Stretch a crystal by a small fraction e along both directions of a plane, change its height by a fraction h, and its volume changes by about 2e + h. If volume is costly to change and shape is cheap, the crystal will choose h ≈ −2e: it thins by two per cent for every per cent of stretch in the plane. The copper cell below comes close, with an average response of 1.8.

Tetragonal Cu (I4/mmm, a = 2.886, c = 2.752 Å, not relaxed at this level), Ansatz 0.2.0, plane-wave PAW, r2SCAN, scalar-relativistic, no spin polarisation, 500 eV cutoff, 24×24×24 k mesh, 0.15 eV Gaussian smearing. Rows 1 to 5 have in-plane strains of −0.05, −0.025, 0, 0.025 and 0.05. Free energies are relative to the unstrained cell; pressure is positive in compression.

| strain zz | energy change row 1 (meV/atom) | energy change row 2 (meV/atom) | energy change row 3 (meV/atom) | energy change row 4 (meV/atom) | energy change row 5 (meV/atom) | pressure row 2 (GPa) | pressure row 3 (GPa) | pressure row 4 (GPa) |
| --- | --- | --- | --- | --- | --- | --- | --- | --- |
| -0.05 | 163.7 | 70.0 | 19.5 | 3.6 | 15.7 | 21.79 | 10.03 | 1.01 |
| -0.025 | 110.2 | 37.6 | 4.8 | 3.8 | 28.0 | 15.21 | 4.77 | -3.17 |
| 0 | 69.4 | 16.5 | 0.0 | 12.4 | 47.8 | 9.57 | 0.29 | -6.69 |
| 0.025 | 39.3 | 4.4 | 3.0 | 27.9 | 73.4 | 4.71 | -3.52 | -9.65 |
| 0.05 | 17.9 | -0.1 | 12.3 | 48.7 | 103.7 | 0.54 | -6.76 | -12.14 |

The columns named row 1 to row 5 belong to in-plane strains e of −0.05, −0.025, 0, +0.025 and +0.05, and strain zz is the height strain h. The crystal is not ordinary copper, which is face-centred cubic (fcc). It is a body-centred tetragonal form whose height-to-width ratio c/a is 0.95, where 1 would be body-centred cubic (bcc) and 1.41 would be fcc. The scan passes through bcc but never reaches fcc.

The energies show directly that volume matters most. Take energy change row 2 at strain zz −0.05 and energy change row 1 at strain zz 0. Both cells have lost nearly ten per cent of their volume, one about equally through its height and its width, the other entirely through its width, yet their energies are 70.0 and 69.4 meV per atom. Throughout the scan, cells whose volumes agree to within a few tenths of a per cent lie within 4 meV of one another. A map of energy against the two strains is therefore a valley, and its floor runs close to the line of constant volume.

A block of rubber behaves in the same way: pull it wide and it becomes thin, because it changes shape far more readily than volume. The likeness ends with the size and origin of the effect. Rubber owes its softness to long flexible chains and keeps its volume almost perfectly. In this metal the resistance to a change of shape is weak but still visible.

The weakness has a geometrical reason. Each atom has eight nearest neighbours, 2.46 Å away, which lie along the body diagonals of the conventional cell. In exact bcc such a diagonal makes equal angles with all three axes, so its length changes by the fraction (2e + h)/3, the same combination that governs the volume. Stretching the plane by 0.025 at fixed height lengthens these contacts by 0.04 Å; lowering the height by 0.05 as well removes nearly all of that change. The crystal can thus change shape while its closest contacts hardly notice, which is one reason why a bcc-like metal can be soft against this distortion.

Because volume and nearest distance follow almost the same rule, these numbers cannot tell which of them does more to shape the valley. One view stresses the density of the electron gas, the other the repulsion between neighbouring atoms. Their forecasts for the height are close but not equal: in row 4 the contacts are still 0.005 Å long at a height strain of −0.05, so keeping them fixed would ask for more thinning than keeping the volume does.

The forecast can be worked out for row 4, where the plane is stretched by 0.025. The area grows by a factor 1.025² = 1.051, so constant volume requires a height of 1/1.051 = 0.952, a strain of −0.048. A parabola through the three lowest energies of that row puts the minimum at −0.038. The crystal does thin, but it stops at about four fifths of the estimate. For row 2, where the plane is squeezed by the same amount, the estimate is +0.052 and the parabola gives the same value. The match should not be pressed: this minimum lies beyond the last computed point, and since the curve bends less and less as the cell grows taller, a parabola is expected to place it too close.

So the response is uneven: measured from the preferred height of the unstrained plane, it is about 2 per unit of squeeze, probably a little more, but only 1.6 per unit of stretch. Part of the difference is plain geometry, since keeping the volume exactly takes a rise of 5.2 per cent in one case and a fall of 4.8 per cent in the other. The rest points to the price of shape, which depends on the direction of the change.

Three cells of almost the same volume reveal that price. Flattening the crystal to c/a = 0.88 costs 3.6 meV, whereas making it taller, to c/a = 1.03, costs nothing that can be resolved. Symmetry helps to explain this. At c/a = 1 the crystal is cubic, so a small change of shape at constant volume costs nothing to first order, but that makes bcc a level point, not necessarily a low one. For copper, whose stable form is fcc, bcc is expected to be a faint crest along c/a, with a shallow dip on its flat side, near the starting cell, and a long descent towards fcc on its tall side. The two cheap cells lie on either side of that crest, and between them the energy is expected to change very little. The flattened cell lies beyond the dip, on the side away from fcc, where the energy climbs. A stretched plane asks for a flatter cell, so the crystal stops short and accepts about one per cent of extra volume. The calculation gives only the total energy of each shape, so how the cost divides among the longer contacts and the electrons remains open.

The tiny negative energy in row 2, −0.1 meV at strain zz +0.05, belongs to the taller of these cells. It shows that this cell lies almost level with the starting one, but the difference is too small to rank the two, and the taller cell is expected to sit on the slope towards fcc rather than in a minimum of its own. Nor does a low point on this map prove that the crystal would hold its shape. The two in-plane edges were kept equal, and tetragonal copper of this kind is known to be unstable when they are allowed to differ.

In every row but the third, the sampled energy only falls or only rises. Rows 2 and 4 level off at the edge of the scan, close to their minima, but rows 1 and 5 are still steep there and look like exceptions. The counting rule explains both. To restore the volume, row 1 would need a height strain of about +0.11 and row 5 about −0.09, while the scan ends at ±0.05. These rows show only one wall of the valley. Even so, going to the edge of the scan recovers about three quarters of the energy of the squeezed plane in row 1 and two thirds of that of the stretched plane in row 5.

The two walls are not equally steep. Shrinking all three directions by 0.05 costs 163.7 meV, while expanding them by 0.05 costs 103.7 meV. Squeezing drives the atoms into a repulsion that rises ever faster, whereas pulling them apart works against a bond that weakens as it lengthens. The starting cell itself was not relaxed, but its pressure is only 0.29 GPa, which fits a preferred height within half a per cent of the one supplied.

For an engineer, the response is a Poisson effect. In an isotropic solid with Poisson ratio ν, a film strained in its plane and free to move in height responds by 2ν/(1 − ν). A ratio of one third gives a response of 1, and the incompressible limit of one half gives 2. The 1.8 found here would correspond to ν = 1.8/3.8 ≈ 0.47, although a tetragonal crystal has no single Poisson ratio. The nearer this change of shape at constant volume comes to costing nothing, the nearer the response comes to 2, and where it runs downhill, as is expected around bcc, the response can pass 2; the output after this text lists the separate values on the squeezed and stretched sides.

Printed output of the fit:

```
Volume change from the reference in percent:
     row    row 2  row 3    row 4
   -0.05   -9.691     -5  -0.1906
  -0.025   -7.314   -2.5    2.436
     0.0   -4.938      0    5.062
   0.025   -2.561    2.5    7.689
    0.05  -0.1844      5    10.32
Height strain at the energy minimum, row 2 (just past scan edge): 0.0523
Height strain at the energy minimum, row 3: 0.002885
Height strain at the energy minimum, row 4: -0.0381
Height strain that keeps the volume, row 1: 0.108
Height strain that keeps the volume, row 2: 0.05194
Height strain that keeps the volume, row 4: -0.04819
Height strain that keeps the volume, row 5: -0.09297
Height shift per in-plane strain, rows 2 to 4, sign reversed: 1.808
The same on the squeezed side, rows 2 to 3: 1.977
The same on the stretched side, rows 3 to 4: 1.639
Energy saved from zero height strain to lowest sampled point, row 1 (meV): 51.5
Energy saved likewise, row 2 (meV): 16.6
Energy saved likewise, row 4 (meV): 8.8
Energy saved likewise, row 5 (meV): 32.1
Pressure difference at about 5 % less volume, row 3 less row 2 (GPa): 0.46
Energy difference of the same two points (meV): 3
c/a of the reference: 0.9536
c/a at row 4, height strain -0.05: 0.8838
c/a at row 2, height strain +0.05: 1.027
Nearest distance in the reference (angstrom): 2.461
Its change at row 4, zero height strain (angstrom): 0.04246
Its change at row 4, height strain -0.05 (angstrom): 0.005321
Its change at row 2, height strain +0.05 (angstrom): -0.002348
Contact along z at row 4, height strain -0.05 (angstrom): 2.614
Contact along z at row 2, height strain +0.05 (angstrom): 2.89
In-plane longer contact at row 2 (angstrom): 2.814
Energy ratio, uniform strain -0.05 to +0.05: 1.579
```
